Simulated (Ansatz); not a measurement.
# Rh: the change of energy above lowest point and pressure with volume scale

Free energy against uniform scaling of the volume at fixed shape and fractions; periodic cell, basis, potentials, k mesh and filling as listed. The results are calculated, by Ansatz 0.2.0.

The cell before it is scaled or strained (space group P6_3/mmc, No. 194):
```
Rh
1.0
      2.7401     0.0000     0.0000
     -1.3700     2.3730     0.0000
      0.0000     0.0000     4.4432
Rh
2
Direct
  0.66667 0.33333 0.75000
  0.33333 0.66667 0.25000
```

Settings of every row: functional LDA; dispersion none; potentials PAW; wave cutoff 500 eV; density cutoff 2000 eV; k mesh 12x12x7; k shift 0x0x0; occupations cold; smearing width 0.1 eV; spin none.

Limits: coarse k mesh, up to 40 meV an atom off; minimum outside the range; the cell comes from a prototype or a list of computed structures and needn't be the stable phase.

```csv
row,volume scale,V (Å³/atom),energy above lowest point (meV/atom),pressure (GPa)
1,0.9406,13.587,0,-7.11
2,0.9703,14.016,30.1,-15.09
3,1,14.445,79.5,-21.61
4,1.0297,14.874,?,?
5,1.0594,15.303,222.8,-31.2
```

Question: what energy above lowest point and pressure should row 4 give?

Worked fit of energy above lowest point. Take u = (V_r/V)^(2/3) − 1 with V_r = 14.23 Å³ an atom, which is twice the finite (Eulerian) strain; such expansions in the strain, on which the Birch-Murnaghan equation of state is built, carry the rest volume and the bulk modulus. The shown rows have u = 0.03131, 0.01015, -0.00995, -0.04731. Least squares give energy above lowest point = 52.6 − 2445.2 × u + 24367 × u² meV/atom; a straight line predicts inner rows, each left out in turn, worse (root mean square 24 against 0.39 meV/atom). The rows lie off it by 0.1, -0.2, 0.2, 0.0. The withheld row has u = -0.02908, so the fit gives 52.6 − 2445.2 × (-0.02908) + 24367 × (-0.02908)² = 144.3 meV/atom.

The calculation gave 144.8 meV/atom. The fit lies 0.5 meV/atom (0.22 % of the column's range) below it; its largest miss of a shown row is 0.2 meV/atom.

Worked fit of pressure. Take u = (V_r/V)^(2/3) − 1 with V_r = 14.23 Å³ an atom, which is twice the finite (Eulerian) strain; such expansions in the strain, on which the Birch-Murnaghan equation of state is built, carry the rest volume and the bulk modulus. The shown rows have u = 0.03131, 0.01015, -0.00995, -0.04731. Least squares give pressure = −18.503 + 325.71 × u + 1213 × u² GPa; a straight line predicts inner rows, each left out in turn, worse (root mean square 1.2 against 0.036 GPa). The rows lie off it by 0.01, -0.02, 0.01, 0.00. The withheld row has u = -0.02908, so the fit gives −18.503 + 325.71 × (-0.02908) + 1213 × (-0.02908)² = -26.95 GPa.

The calculation gave -26.91 GPa. The fit lies 0.04 GPa (0.17 % of the column's range) below it; its largest miss of a shown row is 0.02 GPa.
